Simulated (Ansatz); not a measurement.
# A series in volume scale on Li₃Au

Results calculated with Ansatz 0.2.0, not measured. Free energy against uniform scaling of the volume at fixed shape and fractions; periodic cell, basis, potentials, k mesh and filling as listed.

The cell before it is scaled or strained (space group I4/mmm, No. 139):
```
Li3Au
1.0
     -2.0261     2.0261     3.8011
      2.0261    -2.0261     3.8011
      2.0261     2.0261    -3.8011
Li Au
3 1
Direct
  0.75000 0.25000 0.50000
  0.25000 0.75000 0.50000
  0.50000 0.50000 0.00000
  0.00000 0.00000 0.00000
```

Settings of every row: functional LDA; dispersion none; potentials PAW; wave cutoff 510 eV; density cutoff 2040 eV; k mesh 8x8x8; k shift 0x0x0; occupations fermi dirac; smearing width 0.1 eV; spin none.

Limits: coarse k mesh, up to 40 meV an atom off; minimum outside the range; no spin-orbit coupling, which can matter with elements this heavy; the cell comes from a prototype or a list of computed structures and needn't be the stable phase.

| row | volume scale | V (Å³/atom) | energy above lowest point (meV/atom) | pressure (GPa) |
| --- | --- | --- | --- | --- |
| 1 | 0.92 | 14.356 | 0 | -0.49 |
| 2 | 0.9467 | 14.772 | 2.7 | -1.57 |
| 3 | 0.9733 | 15.187 | 8 | -2.5 |
| 4 | 1 | 15.604 | 15.6 | -3.29 |
| 5 | 1.0267 | 16.02 | 25 | -3.98 |
| 6 | 1.0533 | 16.436 | 36.1 | -4.57 |
| 7 | 1.08 | 16.852 | ? | ? |

Question: what energy above lowest point and pressure should row 7 give?

Worked fit of energy above lowest point. Take u = (V_r/V)^(2/3) − 1 with V_r = 15.395 Å³ an atom, which is twice the finite (Eulerian) strain; such expansions in the strain, on which the Birch-Murnaghan equation of state is built, carry the rest volume and the bulk modulus. The shown rows have u = 0.04769, 0.02792, 0.00911, -0.00895, -0.02618, -0.04268. Least squares give energy above lowest point = 11.52 − 418.3 × u + 3698 × u² meV/atom; a straight line predicts inner rows, each left out in turn, worse (root mean square 2.9 against 0.039 meV/atom). All shown rows lie on it to the printed digit. The withheld row has u = -0.0585, so the fit gives 11.52 − 418.3 × (-0.0585) + 3698 × (-0.0585)² = 48.6 meV/atom.

The calculation gave 48.7 meV/atom. The fit lies 0.1 meV/atom (0.21 % of the column's range) below it, one unit of the last digit. This row lies beyond the range of the fit.

Worked fit of pressure. Take u = (V_r/V)^(2/3) − 1 with V_r = 15.395 Å³ an atom, which is twice the finite (Eulerian) strain; such expansions in the strain, on which the Birch-Murnaghan equation of state is built, carry the rest volume and the bulk modulus. The shown rows have u = 0.04769, 0.02792, 0.00911, -0.00895, -0.02618, -0.04268. Least squares give pressure = −2.91 + 44.42 × u + 131.1 × u² GPa; a straight line predicts inner rows, each left out in turn, worse (root mean square 0.1 against 0.0077 GPa). The rows lie off it by 0.00, 0.00, -0.01, 0.01, 0.00, 0.00. The withheld row has u = -0.0585, so the fit gives −2.91 + 44.42 × (-0.0585) + 131.1 × (-0.0585)² = -5.06 GPa.

The calculation gave -5.07 GPa. The fit lies 0.01 GPa (0.22 % of the column's range) above it, one unit of the last digit. This row lies beyond the range of the fit.
